**Lecturer:** The 12.9 ns you hand in for the barium $6s6p\,^1P_1$ lifetime is wrong. Take me through it as written, and we will find the line where it fails.

**Student:** The line is $6s^2\,^1S_0 \to 6s6p\,^1P_1$ at about 553.5 nm, or 2.24 eV, with zero nuclear spin and the LS value $g_J \approx 1$. The field $B$ is along $+z$, weak broadband light is polarized along $x$, and the detector sits on the $+z$ axis.

**The attempt (wrong)**

1. With $H = g_J\mu_B B J_z/\hbar$, the state $|x\rangle = (|{-1}\rangle - |{+1}\rangle)/\sqrt2$ becomes $\cos(\omega_L t)|x\rangle + \sin(\omega_L t)|y\rangle$, where $\omega_L = g_J\mu_B B/\hbar$. The dipole turns from $x$ towards $y$.
2. Define $Q = I_x - I_y$, $I = I_x + I_y$, and $U$ as the same difference for analysers at $+45^\circ$ and $-45^\circ$. Averaging over the time of emission,
$$\frac{Q+iU}{I} = \int_0^\infty \frac{dt}{\tau}\, e^{-t/\tau} e^{2i\omega_L t} = \frac{1}{1-2i\omega_L\tau}.$$
3. Hence $P = Q/I = 1/[1+(2\omega_L\tau)^2]$, the plane turns by $\phi$ with $\tan 2\phi = U/Q = 2\omega_L\tau$, and the half width at half maximum is $B_{1/2} = \hbar/(2g_J\mu_B\tau)$, with $\hbar/2\mu_B = 5.686\times10^{-12}$ T s.
4. Curve A of the problem sheet, a simulated cell at 650 K, has $B_{1/2} = 0.440$ mT. So $\tau = 12.9$ ns and $\hbar/\tau = 51$ neV.

The curve is a perfect Lorentzian, and at 0.440 mT the plane has turned by $22.5^\circ$, which gives the same $\tau$. Two routes, one answer.

**Lecturer:** Both routes read one complex number, so they share any mistake about which time stands in it. What does line 3 give at $B = 0$, and what does curve A show?

**Student:** Line 3 gives $P(0) = 1$. The curve has 0.833. I normalized that away as imperfect optics.

**Lecturer:** Now curve B, the same optics with a cooler cell and thinner vapour.

**Student:** $P(0) = 0.978$ and $B_{1/2} = 0.629$ mT, so 9.04 ns. My first value is 43% longer.

**Lecturer:** That is the symptom. A radiative lifetime cannot depend on the oven, and a bad polarizer does not improve when the cell cools.

**Student:** But a denser vapour means more collisions, and those should widen the curve. Here it gets narrower.

**Lecturer:** So look for a process that sets in first and lengthens the memory. At 650 K and mass 138 u the speed $u = \sqrt{2k_BT/M}$ is 280 m/s. For a Doppler profile the line-centre cross section is $\sigma_0 = 3\lambda^3/(8\pi^{3/2}u\tau)$. With an approximate lifetime of 8.4 ns as input it is about $5\times10^5$ Å$^2$, so 1 cm of vapour reaches unit optical depth at $n \approx 2\times10^{16}$ m$^{-3}$. Resonant dipole-dipole collisions give a rate of order $n(\lambda/2\pi)^3/\tau$, and $n(\lambda/2\pi)^3 = 1.4\times10^{-5}$ there. Photons are reabsorbed long before collisions matter.

**Student:** Reabsorption delays the light, granted. But spontaneous emission ends the coherence. The second atom starts from nothing.

**Lecturer:** The photon is polarized, and its polarization carries the coherence across. Write the excited state as a $3\times3$ matrix $\rho$ in the basis $x, y, z$. A photon leaving along $\mathbf n$ carries the transverse part $\Pi\rho\Pi$, with $\Pi = 1 - \mathbf n\mathbf n^T$, and a $J=0$ atom that absorbs it is put into just that state. If reabsorption is equally likely in all directions,
$$\rho' = \frac{3}{8\pi}\int d\Omega\;\Pi\rho\Pi = \frac32\langle\Pi\rho\Pi\rangle .$$
Use $\langle n_in_j\rangle = \delta_{ij}/3$ and $\langle n_in_jn_kn_l\rangle = (\delta_{ij}\delta_{kl}+\delta_{ik}\delta_{jl}+\delta_{il}\delta_{jk})/15$.

**Student:** For the unit matrix $\langle\Pi\rangle = 2/3$, so the population passes on whole. For the symmetric traceless part, the alignment $A$, I get $1 - \frac23 + \frac2{15} = \frac7{15}$, and times $\frac32$ that is $\frac7{10}$.

**Lecturer:** That is the factor in Barrat's theory of coherence narrowing. Let $x$ be the probability that an emitted photon is reabsorbed, the same for every atom and direction. The population $N = \mathrm{tr}\,\rho$ decays at the rate $(1-x)/\tau$ and the alignment at $1/T_2 = (1-\frac7{10}x)/\tau$. The escaping light is still proportional to $\rho$. Pumping at rate $r$ feeds $|x\rangle\langle x|$, which has $\rho_{xx}-\rho_{yy} = 1$, trace 1 and $A_{zz} = -\frac13$. In the steady state, with the common prefactor dropped,
$$Q+iU = \frac{rT_2}{1-2i\omega_LT_2},\qquad I = \frac23N - A_{zz} = r\left[\frac{2\tau}{3(1-x)} + \frac{T_2}{3}\right].$$
$A_{zz}$ does not precess about $z$, so $I$ is independent of $B$. Dividing,
$$P = \frac{P_0}{1+(2\omega_LT_2)^2},\qquad \tan2\phi = 2\omega_LT_2,\qquad P_0 = \frac{1-x}{1-\frac45x}.$$

**Student:** So the shape stays Lorentzian and the rotation stays consistent with it, which is why my cross-check passed. Lines 1 to 3 hold for a photon scattered once.

**Lecturer:** The faulty line is 4. It applies the single-scattering width to a trapping vapour, where
$$B_{1/2} = \frac{\hbar}{2g_J\mu_B\tau}\left(1-\tfrac7{10}x\right).$$
Your 12.9 ns is $T_2$.

**Student:** Why not multiply by $1-x$, as for a trapped decay curve?

**Lecturer:** That undoes the trapping of the population, whose decay time grows without bound as $x\to1$. Each transfer loses three tenths of the alignment, so $T_2/\tau$ cannot exceed $10/3 \approx 3.3$. The factor $1-x$ overcorrects. Mend it with the height you threw away.

**Student:** Inverting, $x = (1-P_0)/(1-\frac45P_0)$, and then $\tau = T_2(1-\frac7{10}x)$.

| curve | $P_0$ | $B_{1/2}$ (mT) | $T_2$ (ns) | $x$ | $1-\frac7{10}x$ | $\tau$ (ns) |
|---|---|---|---|---|---|---|
| A | 0.833 | 0.440 | 12.9 | 0.50 | 0.65 | 8.4 |
| B | 0.978 | 0.629 | 9.04 | 0.10 | 0.93 | 8.4 |

Both give 8.4 ns. That confirms the barium lifetime.

**Lecturer:** It confirms your inversion only, because I generated both curves from this model with the approximate 8.4 ns put in. What the exercise gives is the size of the slip, $T_2/\tau - 1$.

**Student:** For curve A the lifetime is 4.5 ns too long, or 54%. The untrapped width would be 0.68 mT. The natural width $\hbar/\tau$ is 78 neV rather than 51 neV. The absorption oscillator strength $f = 3\varepsilon_0m_ec\lambda^2/(2\pi e^2\tau)$ is 1.64, where my value gave 1.07. Even curve B, with one photon in ten reabsorbed, reads 8% long. How far would you trust this on a real cell?

**Lecturer:** Some neglected terms are small. At the untrapped half width the $m = \pm1$ splitting $2g_J\mu_BB$ equals $\hbar/\tau$, 78 neV, against a Doppler full width $2\sqrt{\ln2}\,hu/\lambda = 3.5$ μeV. The ratio is 2%, so both components are absorbed nearly alike. A photon crosses 1 cm in 33 ps, 0.4% of $\tau$. Decay to the $6s5d$ levels takes roughly 0.3% of the atoms and removes about that share from $x$ and $f$.

One term is not small. About 18% of natural barium has nuclear spin $I_n = 3/2$. With the hyperfine levels of $^1P_1$ taken as resolved, such atoms keep a fraction
$$\sum_F \frac{(2F+1)^2}{2I_n+1}\begin{Bmatrix}F&F&2\\1&1&I_n\end{Bmatrix}^2 = \frac{37}{150} \approx 0.25$$
of the zero-field alignment. The mixture keeps $a \approx 0.86$, and the same bookkeeping gives $P(0) = a/(\frac23+\frac a3) \approx 0.9$ with no trapping at all. That drop of 0.1 rivals the 0.17 of curve A, and those atoms add components of other widths, set by their $g_F$.

**Student:** So on natural barium the height alone would overstate $x$.

**Lecturer:** Yes, and any stray depolarization does the same. At curve A, $|dx/dP_0| = \frac15(1-\frac45P_0)^{-2} = 1.8$, so an offset of 0.01 in $P_0$ moves $\tau$ by 2%. A single $x$ is also an idealization, since escape depends on position, direction and detuning within the Doppler line. Treat a falling $P(0)$ as the alarm, record widths at several densities, and read $\tau$ from the width extrapolated to zero density, where $T_2 = \tau$ whatever the cell geometry.